## Appendix: Response of the meron-free probability in the staggered-fermion model

**Question.** Take spinless staggered fermions on a periodic cubic lattice of $V=L^3$ sites, $L$ even, in lattice units with $k_B=1$:

$$H=\sum_{x,i}\Big[-\tfrac t2\,\eta_{x,i}\,(c_x^\dagger c_{x+\hat i}+\text{h.c.})+G\,(n_x-\tfrac12)(n_{x+\hat i}-\tfrac12)\Big],\qquad G\ge t>0,$$

with $\eta_{x,1}=1$, $\eta_{x,2}=(-1)^{x_1}$, $\eta_{x,3}=(-1)^{x_1+x_2}$, so that every plaquette carries flux $\pi$. The order parameter of the $Z_2$ transition is $\sum_x\epsilon_x(n_x-\tfrac12)$ with $\epsilon_x=(-1)^{x_1+x_2+x_3}$. In which direction, and how far, does the average world-line sign $\langle s\rangle$ move when $L$, $\beta$, $G$ or $\eta$ is changed, or when a staggered field $h$ or a chemical potential $\mu$ is switched on? We write $\tau=\beta t$, $g=\beta G$, $\lambda=\tau/2$.

### A.1 The result to be used

Let $h_b$ be one bond term with $\eta$ and the fermion sign stripped off. The operator $G/4-h_b$ vanishes on the states $00$ and $11$. On $01$ and $10$ it equals $t/2$ times a "horizontal" graph (all four matrix elements 1) plus $(G-t)/2$ times a "frozen" graph (diagonal elements 1). Horizontal graphs cut the world lines into loops, and frozen graphs glue loops into clusters. Flipping a cluster, $n\to1-n$, leaves the weight unchanged. Every cluster can be turned to the staggered pattern, which has no hops and sign $+1$. Chandrasekharan and Wiese (1999) showed that the sign factorises over such clusters. With $\sigma_C=+1$ in the reference orientation and $-1$ otherwise, $s=\prod_{\rm merons}\sigma_C$, where a meron is a cluster whose flip reverses $s$. Both staggered patterns have $s=+1$, so the meron number $N_m$ is even. The flip average of $s$ is $\delta_{N_m,0}$, and

$$\langle s\rangle=Z_f/Z_b=P(N_m=0),$$

with $P$ taken in the ensemble $Z_b$ of absolute weights (hard-core bosons). The space-time integral of the order parameter is $M=\sum_C\sigma_CM_C$, where $M_C>0$ is half the temporal length of $C$. Averaging $sM^2$ over flips gives

$$\chi_f=\frac{\big\langle\delta_{N_m,0}\sum_CM_C^2+2\,\delta_{N_m,2}M_{C_1}M_{C_2}\big\rangle_b}{\beta V\,P(N_m=0)},$$

with $C_1,C_2$ the two merons. Since $P(N_m=0)$ equals $Z_f/Z_b$, it can be predicted without sampling clusters.

### A.2 Reasoning

At high temperature the cheapest negative configuration has four hops around a plaquette. Of the 24 time orderings per direction, 4, 16 and 4 move $N=1,2,3$ particles. The sign is $(-1)^{N-1}$ times the flux factor $-1$, so the 8 orderings with odd $N$ are negative.

* **Size.** $\ln Z_f-\ln Z_b$ is extensive, so $\ln\langle s\rangle\propto L^3$.
* **Temperature.** Four hops give $\ln\langle s\rangle\propto\tau^4$.
* **Coupling.** Frozen graphs glue meron loops in pairs, so $\langle s\rangle$ should rise with $G$. With one or three particles the four plaquette bonds have zero interaction energy, so the leading change is of order $g^2$.
* **Phases.** A bond with $\eta=-1$ contributes $\sigma\sigma'$ of the two segments at a horizontal graph, which factorises. Setting $\eta=1$ therefore keeps A.1 and relabels the merons. The 16 orderings with $N=2$ become negative, which doubles $|\ln\langle s\rangle|$. They spend half of the time on average in the staggered plaquette states of energy $-G$, which adds $g/2$.
* **Staggered field**, $-h\sum_x\epsilon_x(n_x-\tfrac12)$. Flips acquire weights $e^{h\sigma_CM_C}$, and the flip average of $s$ becomes $\prod_{\rm merons}\tanh(hM_C)$, which is non-negative for even $N_m$. The sign problem stays solved, but now $\langle s\rangle\ge P(N_m=0)$. A circulating particle averages out its staggered moment, so the field disfavours negative processes and $\langle s\rangle$ rises as $h^2$.
* **Chemical potential**, $-\mu\sum_x(n_x-\tfrac12)$. The average becomes $\prod_{\rm merons}\tanh(\beta\mu W_C)$, where $W_C$ is the charge $\sum(n-\tfrac12)$ of $C$ on a time slice in the reference orientation. $W_C$ has either sign, so positivity is lost. The negative processes have $(N-2)^2=1$, the variance of four uncorrelated sites, so the $\mu^2$ response cancels at leading order. Repulsion lowers the variance of the ensemble and leaves a small decrease of $\langle s\rangle$.

### A.3 Calculation

Expand $\ln Z_f-\ln Z_b$ in connected graphs. One plaquette gives $(\lambda^4/24)\times2\times(-2\times8)/16=-\lambda^4/12$, and three plaquettes per site give $-\lambda^4/4=-\tau^4/64$. The graphs with six hops follow from traces on four to six sites. The $g$ column includes every interaction bond between sites of the graph.

| graph | per site | $\lambda^6$ | $g\lambda^6$ |
|---|---|---|---|
| plaquette | 3 | $1/15$ | $1/48$ |
| plaquette with tail | 48 | $1/160$ | $1/480$ |
| three-leg star | 20 | $-1/480$ | $-1/1920$ |
| hexagon, flux 0 | 18 | $-13/480$ | $-49/5760$ |
| hexagon, flux $\pi$ | 4 | $-17/480$ | $-7/320$ |
| weighted sum | | $-41/240$ | $-17/192$ |

The star contributes because two fermions can exchange places at a junction.

At order $\tau^4$ the sites outside the plaquette are static Ising variables with coupling $K=g/4$. For $N=1$ (and for the hole at $N=3$) the fractions $p_x$ of imaginary time spent on the four sites are uniform on the simplex, and each site presents the mean spin $s_x=2p_x-1$, with $\langle s_x^2\rangle=2/5$ and $\langle s_xs_{x'}\rangle=1/5$. Each of the 16 outer bonds gives $\tfrac12K^2(\tfrac25-1)$, and the normalisation of the four inner bonds gives $-2K^2$, in total $-\tfrac{17}{40}g^2$. The 12 outer three-bond paths between neighbouring corners give $-\tfrac{12}{5}K^3=-\tfrac3{80}g^3$. Hence

$$-\ln\langle s\rangle=\frac{V\tau^4}{64}B,\qquad B=1+\tfrac{41}{240}\tau^2-\tfrac{17}{40}g^2+\tfrac{17}{192}g\tau^2-\tfrac{3}{80}g^3+O(\beta^4).$$

The same enumeration at $\eta=1$ gives

$$-\ln\langle s\rangle=\frac{V\tau^4}{32}\Big[1+\tfrac12g-\tfrac{29}{160}\tau^2-\tfrac{13}{40}g^2+O(\beta^3)\Big].$$

For the staggered field set $u=\beta h$. The difference $y$ of the time fractions on the two sublattices has density $\tfrac34(1-y^2)$ on $[-1,1]$, so at $G=0$ the leading term is multiplied by

$$\frac{3(u\cosh u-\sinh u)}{u^3\cosh^4(u/2)}=1-\tfrac25u^2+\dots$$

For $G>0$ the polarised surroundings raise the field on a corner by the factor $1+4K+20K^2$ (four outer neighbours, each with five further ones), the fluctuation term of the outer bonds shrinks by $1-u^2/4$, and the inner bonds enter the normalisation. To second order in $g$,

$$\delta B=-a\,u^2,\qquad a=\tfrac25+\tfrac{21}{20}g+1.71\,g^2 .$$

A term $\tau^2u^2$ is omitted. Because $\partial_h^2\ln\langle s\rangle=\beta V(\chi_f-\chi_b)$ at $h=0$, with $\chi_b=\langle\sum_CM_C^2\rangle_b/\beta V$, this also yields $\chi_f-\chi_b=\beta\tau^4a/32$.

For $v=\beta\mu$ the factor at $G=0$ is $\cosh v/\cosh^4(v/2)=1-v^4/16+\dots$, and through fourth order

$$\delta B=\tfrac14gv^2-\tfrac{39}{80}g^2v^2-\tfrac{57}{320}\tau^2v^2-\tfrac1{16}v^4 .$$

### A.4 Numbers

The reference point is illustrative: $L=20$, $G=t$, $\tau=0.2$, $h=\mu=0$. There $V\tau^4/64=0.200$ and $B=0.990$. All cases have $g\le0.4$, on the disordered side, since even the mean-field estimate at $t=0$, $6K=1$, puts the transition at $g=2/3$. Paths that wind around the lattice enter at order $\tau^L$ and are negligible. Each row changes one condition, and all entries are the model's.

| change | $-\ln\langle s\rangle$ | $\langle s\rangle$ | $\Delta\ln\langle s\rangle$ |
|---|---|---|---|
| none | 0.198 | 0.820 | |
| $L=24$ | 0.342 | 0.710 | $-0.144$ |
| $\tau=g=0.25$ | 0.48 | 0.62 | $-0.28$ |
| $G=2t$ | 0.188 | 0.829 | $0.010$ |
| $\eta=1$ | 0.43 | 0.65 | $-0.23$ |
| $\beta h=0.2$ | 0.193 | 0.825 | $0.005$ |
| $\beta\mu=0.2$ | 0.198 | 0.820 | $-0.0002$ |

The signs follow A.2. Size multiplies the logarithm by $(24/20)^3=1.728$. Cooling multiplies it by 2.43, close to $(5/4)^4=2.44$. Removing the phases multiplies it by 2.18, the counting factor 2 enlarged mainly by $g/2$. In these rows, and for $G=2t$, $\langle s\rangle$ is the fraction of meron-free cluster configurations in the bosonic ensemble.

The three small effects need more care. For $G=2t$ the omitted term contains $g^4=0.0256$; an assumed coefficient of $0.1$ would shift $\ln\langle s\rangle$ by $0.0005$, so the third decimal is uncertain by about one unit. For the field, $a=0.40+0.21+0.07=0.68$. The interaction terms rival the bare one and share its sign, as expected from a staggered susceptibility that grows towards the $Z_2$ transition, and only one figure of the response is supported. The corresponding $\chi_f-\chi_b$ is $3\times10^{-5}\beta$, against $\chi=\beta/4$ for uncorrelated sites. For $\mu$, the third-order term in $\delta B$ is $0.0020$ and the fourth-order terms sum to $-0.0012$, so the entry fixes only the order of magnitude, with the sign taken from the leading term. This change leaves $\langle s\rangle$ almost untouched, yet it is the only one of the six that removes the non-negative flip average on which the method rests.